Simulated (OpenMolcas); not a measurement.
How basis sets differ on SnH2ClO (SMILES [OH][SnH][Cl])

SnH2ClO has 5 atoms, charge 0, and is taken as a doublet. As SMILES, `[OH][SnH][Cl]`. Geometry: relaxed at PBE0-D4/def2-TZVP. This is one conformer, not always the lowest.

```xyz
5

O    -1.2836    0.0697   -0.5373
Sn    0.6787    0.1188   -0.4757
Cl    1.2633   -1.2377    1.3556
H    -1.6533   -0.7905   -0.3182
H     1.0447    1.7662   -0.0658
```

Quantity: the dipole moment, in D. The values are calculated.

```tsv
level	kind	program	value (D)
UHF/STO-3G	Hartree–Fock	OpenMolcas	3.35
UHF/3-21G	Hartree–Fock	OpenMolcas	3.19
UHF/ANO-RCC-VDZ (DKH2, RICD fitting)	Hartree–Fock	OpenMolcas	3.32
UHF/def2-SVP (core potential)	Hartree–Fock	OpenMolcas	2.24
```

All-electron rows without a relativistic Hamiltonian named are non-relativistic, while core potentials hold scalar relativity, so basis and relativity change together. The values span 2.24 to 3.35 D. Sets without polarisation functions give poor dipoles.

The dipole falls into two groups: STO-3G, 3-21G and ANO-RCC-VDZ all lie above 3 D, while def2-SVP, the only set here with polarisation functions, gives 2.24 D. Scalar relativity is unlikely to be the main cause, since the ANO-RCC-VDZ calculation includes it and still gives 3.32 D.

The Sn–O and Sn–Cl bonds are strongly polar, with electron density drawn from tin towards the more electronegative oxygen and chlorine. Functions of higher angular momentum let the lone pairs on these atoms distort towards tin, and this back-polarisation opposes the charge separation. Its absence probably accounts for most of the excess dipole in the other three sets. The closeness of STO-3G to ANO-RCC-VDZ is then no sign of convergence, as a minimal basis can reach a similar dipole through compensating errors in bond ionicity and lone-pair shape.

The def2-SVP value is therefore the most plausible of the four, but without a larger polarised set the Hartree–Fock limit remains undetermined.
